Q: I have the triplet-quintet gap of B₂Cl₂ from PBE with a growing share of exact exchange, and the results for the two largest shares are hidden. May I lay a ruler through the known ones?

Neutral B₂Cl₂, computed with Ansatz 0.2.0 using unrestricted Kohn–Sham PBE with a varying share of exact exchange and the def2-TZVP basis. The spin gap is the quintet energy minus the triplet energy, each at its own r2SCAN-D4/def2-TZVP geometry; the energies subtracted contain no dispersion correction.

| exact exchange (%) | spin gap (kJ/mol) |
| --- | --- |
| 0 | 508.1 |
| 5 | 505.7 |
| 10 | 503.3 |
| 15 | 501.0 |
| 25 | 496.6 |
| 35 | ? |
| 50 | ? |

A: First look at the two structures whose energies are subtracted. The triplet is a nearly straight chain, Cl-B-B-Cl. In the quintet one chlorine atom sits 3.8 Å from the nearest boron, more than twice the length of a B-Cl bond. What the table calls a spin gap is therefore mainly the price of breaking that bond.

Q: Then why does the quintet have more unpaired electrons?

A: A bond holds two electrons of opposite spin. If it breaks evenly, one electron stays on the B₂Cl fragment and the other leaves with the chlorine atom. The two may then point the same way, and together with the two unpaired electrons of the triplet they make a quintet. The coordinates show the broken bond; the even sharing of its electrons is my inference, since only the total spin is known.

Q: So I shouldn't read 500 kJ/mol as the cost of turning a spin over in an intact molecule.

A: No. A quintet with every atom still bound could lie lower. The runs also warn of an occupied level above an empty one of the other spin. Moving an electron between those levels would change the balance of spins, so the warning cannot tell us whether a lower quintet exists. The gap belongs to these two states, and so does any forecast.

Q: Why should the cost of breaking a bond depend on the share of exact exchange?

A: Two electrons in a bond tend to avoid each other: when one is near boron, the other is more likely to be near chlorine. Exact exchange does not describe this, because it acts only between electrons of the same spin. PBE exchange surrounds each electron with a compact region of reduced density, and in a bond this happens to imitate part of the avoidance. The bond gains stability that the separated fragments do not need.

When exact exchange replaces part of PBE exchange, some of that help is lost. PBE correlation stays as it was and does not make up for it, so the bond becomes cheaper to break. This is the standard argument, and the known rows agree with it: the gap falls by 11.5 kJ/mol between 0 and 25 %.

Q: Couldn't exact exchange simply favour the state with more parallel spins?

A: It could contribute, and it would push the gap the same way. Here the bond breaks and the spin rises in one step, so these numbers cannot divide the fall between the two causes. The forecast can do without that division.

Q: What does it need?

A: Only the way in which the share enters the energy. Call the share $a$, in per cent. For a given set of orbitals, let $X$ be the exact exchange energy and $P$ the PBE exchange energy. Mixing them adds $(a/100)(X-P)$ to the PBE energy, which is a straight line in $a$.

The orbitals, however, adapt to each new mixture. They already make the energy stationary, so a small change in them has no effect at first order. The initial slope of the gap is thus the difference in $X-P$ between quintet and triplet, divided by 100. To leading order, the adaptation therefore enters with the square of the share:

$$
g(a)=g_0+g_1a+g_2a^2 .
$$

Here $g$ is the gap, $g_0$ its value without exact exchange, $g_1$ its initial slope and $g_2$ its bend.

Q: Can I attach an energy to that slope?

A: Yes, roughly. The first known step falls by 0.48 kJ/mol per per cent. Over a full 100 %, with the orbitals held fixed, that would come to about 50 kJ/mol. So PBE exchange favours the intact molecule over the broken one by about that much more than exact exchange does, roughly a tenth of the gap.

Q: And which way should the curve bend?

A: Adapting orbitals can only lower an energy, so the energy of each state bends downward as the share grows. The gap is quintet minus triplet, and its bend depends on which state gains more. In the known rows the fall slackens slightly, from 0.48 to 0.44 kJ/mol per per cent, so the gap bends upward. The triplet must be gaining more from the adaptation.

A possible reason is that the triplet has one more B-Cl bond, whose charge can shift between the atoms, whereas a free chlorine atom has less room to adapt. That is a guess; following the charges on the atoms as the share grows would be a first test.

Q: The slackening is tiny. Would you stake a forecast on it?

A: I would, with a range that admits the doubt. I fitted the quadratic formula to the five known rows and a straight line to the same rows. At 50 %, a row outside the fit, the quadratic gives

$$
508.1-0.4932\times50+0.001308\times50^2\approx486.7\ \text{kJ/mol}.
$$

For the half-width I take the distance between the curved and the straight forecast. It is a judgement rather than a statistical confidence interval. It covers the rounding of the known gaps and leaves some room for a higher term, but none for a jump to another electronic state.

Q: Please commit yourself for both shares.

A: The fall continues but slackens.

- At 35 %: about 492.4 kJ/mol, range 491.9 to 493.0.
- At 50 %: about 486.7 kJ/mol, range 485.0 to 488.4.

Q: Then let us uncover them.

The withheld rows as computed:

| exact exchange (%) | spin gap (kJ/mol) |
| --- | --- |
| 35 | 492.5 |
| 50 | 486.9 |

A: Both values lie within their ranges. The forecast is 0.1 kJ/mol too low at 35 % and 0.2 too low at 50 %. Rounding of the known gaps alone could shift the second forecast by up to 0.9 kJ/mol, so I would look for no physical cause behind these misses.

Q: Was it a blind test?

A: Not quite. Before I made the forecast I had seen a mean slope for the series, about −0.43 kJ/mol per per cent, which is shallower than the known rows alone suggest. It did not enter the fit, but it told me that the slackening probably went on. The agreement supports the quadratic form; it deserves less credit than a forecast made without that hint.

Q: How would my ruler have done?

A: It would have given 485.0 kJ/mol at 50 %, which is 1.9 too low. On the known rows it was never off by more than about 0.1, which is easy to overlook. The warning lay in the pattern: the gaps sit above the line at both ends and below it at 10 and 15 %, as they do when a curve is taken for a line. The bend lifts the gap by only 0.8 kJ/mol at 25 %, but doubling the share makes that lift four times as large. The printed analysis after this exchange sets the two fits side by side.

Q: So the slackening was real?

A: In this calculation, yes. Between 35 and 50 % the gap falls by only 0.37 kJ/mol per per cent, clearly less than the 0.48 at the start. Rounding cannot produce a difference of that size. The orbitals' response, barely visible in the known rows, is plain over the full range.

Q: Does the success also confirm your story about the bond?

A: No. Any smooth effect of exact exchange would give a slope and a bend, whether it came from the broken bond or from the parallel spins. The good forecast supports the second-order formula and suggests that both states were followed without a jump. The account of the bond rests on the coordinates and on theory.

Q: What should I take from this if I only need a reaction energy?

A: Check first that both structures are what their labels suggest; here the label hides a broken bond. Then see how far the answer moves with the share. From 0 to 50 % the gap changes by $508.1-486.9=21.2$ kJ/mol, about 4 % of its value at the start. That is how much the result depends on this one choice, which is not the same as its error.

Q: And how could we tell the broken bond from the parallel spins?

A: Look for a quintet in which both chlorine atoms remain bound, and repeat the series. If its gap to the triplet fell just as steeply, such a slope would not need the loss of a B-Cl bond, though that quintet might have weakened another bond instead. If it fell much more slowly, the bond would be the better explanation. Whether such a quintet exists, and how its gap responds, is the question left open here.

Printed output of the fit:

```
Quintet, distance from the detached Cl to the nearest B (Å): 3.804
Fall of the gap from 0 to 25 % exact exchange (kJ/mol): 11.5
Slope of the first known step (kJ/mol per %): -0.48
Slope of the last known step (kJ/mol per %): -0.44
fit of spin_gap on 5 rows: constant 508.1 +/- 0.018, coefficient of exact_exchange -0.4932 +/- 0.0034, coefficient of x2 0.001308 +/- 0.00013; rms 0.0124, worst 5 -0.023, leave-one-out rms 0.0542
  rows outside the fit (model, value, miss): 35 492.4, 492.5, -0.0504; 50 486.7, 486.9, -0.181
fit of spin_gap on 5 rows: constant 508 +/- 0.084, coefficient of exact_exchange -0.46 +/- 0.006; rms 0.0894, worst 0 -0.1, leave-one-out rms 0.207
  rows outside the fit (model, value, miss): 35 491.9, 492.5, -0.6; 50 485, 486.9, -1.9
Initial slope times 100 %, exchange replaced without orbital relaxation (kJ/mol): -49.32
Lift of the gap by the quadratic term at 25 % (kJ/mol): 0.8174
Worst effect of rounding on the curved forecast at 50 % (kJ/mol): 0.9313
Forecast and computed gap (kJ/mol; slope in kJ/mol per %):
  row  computed  curved forecast  half-width  low edge  high edge  slope from previous row
    0     508.1            508.1      0.1105       508      508.2                      n/a
    5     505.7            505.7     0.02297     505.7      505.7                    -0.48
   10     503.3            503.3     0.09102     503.2      503.4                    -0.48
   15       501              501     0.09367     500.9      501.1                    -0.46
   25     496.6            496.6      0.0972     496.5      496.7                    -0.44
   35     492.5            492.4      0.5496     491.9        493                    -0.41
   50     486.9            486.7       1.719       485      488.4                  -0.3733
Mean slope from 0 to 50 % (kJ/mol per %): -0.424
```
